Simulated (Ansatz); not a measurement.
Bulk crystal (LaS) after relaxation:

```cif
data_structure
_symmetry_space_group_name_H-M 'P 1'
_symmetry_Int_Tables_number 1
_cell_length_a 4.1638
_cell_length_b 4.1638
_cell_length_c 4.1638
_cell_angle_alpha 60.000
_cell_angle_beta 60.000
_cell_angle_gamma 60.000
_cell_volume 51.05
loop_
_atom_site_label
_atom_site_type_symbol
_atom_site_fract_x
_atom_site_fract_y
_atom_site_fract_z
_atom_site_occupancy
La1 La 0.50000 0.50000 0.50000 1
S1 S 0.00000 0.00000 0.00000 1
```

Miller indices refer to the conventional cell of Fm-3m (No. 225), a = 5.889 Å, b = 5.889 Å, c = 5.889 Å, α = 90.00°, β = 90.00°, γ = 90.00°.

The (110) slab of 5 planes, 8.3 Å thick with 15 Å of vacuum as cut; outer planes LaS (top) and LaS (bottom).

The calculation used Ansatz 0.2.0, DFT r2SCAN, scalar-relativistic, plane waves, PAW. Settings: cutoff 500 eV, Γ-centred mesh 8×6×1 on the computed 10-atom cell, Gaussian smearing of 0.10 eV; no spin polarisation. The cell repeats along c with a dipole correction in the vacuum.

Read from the bulk's Fermi level, the relaxed top face's work function is 1.81 eV: the slab is thin for this quantity.

With the atoms at the bulk's places:

```
Surface energy (mean of both faces) : 1.20 J/m²
Work function                       : 2.11 eV
```

Q: What changes when all atoms relax?

A: The energy falls by 0.062 J/m² a face, and the largest move is 0.21 Å.

```json
{
 "Surface energy (mean of both faces)": "1.14 J/m²",
 "Work function": "2.05 eV"
}
```

```csv
plane (bottom to top),atoms,"spacing to next, bulk (Å)",relaxed (Å),change (%),rumpling (Å)
1,LaS,2.082,1.959,-5.9,0.230
2,LaS,2.082,2.107,+1.2,0.086
3,LaS,2.082,2.107,+1.2,0.000
4,LaS,2.082,1.959,-5.9,0.086
5,LaS,,,,0.230
```

Spin-orbit coupling is left out, which matters for the bands of heavy elements. Spin polarisation was left out, and a magnetic state may lie lower.

γ = (E_slab − N·E_bulk)/2A = 3.479 eV / (2 × 24.52 Å²) = 70.9 meV/Å² = 1.14 J/m², with N = 10 atoms. The cut crosses 4 bonds a cell (neighbours within 10 % of the shortest distances), so each costs 0.87 eV on this count. The top two spacings change in opposite senses (-5.9 and +1.2 %). The top plane, flat in the bulk, buckles with S 0.23 Å above La: the anion outward, the common sense of rumpling on ionic faces.

The relaxation is mainly a sinking of the surface cation: the largest move, 0.21 Å, nearly matches the outer rumpling of 0.230 Å, so La probably goes inward while S stays close to its bulk height. Having lost two of its six S neighbours, La is drawn towards those that remain, which also contracts the first spacing. Each plane is stoichiometric, so no polar instability has to be compensated and the energy gain stays modest.

The low work function fits the electron count. La³⁺ and S²⁻ leave one electron per formula unit in a La 5d-derived conduction band, well above the S 3p states. Taken alone, S standing outside La should raise the work function, yet it falls from 2.11 to 2.05 eV. This suggests that redistribution of the conduction electrons offsets the ionic dipole, but the shift is too small beside the gap to 1.81 eV to establish its sign. Without the (100) face, the usual cleavage plane of rocksalt crystals, the surface energy says nothing about which facets prevail.
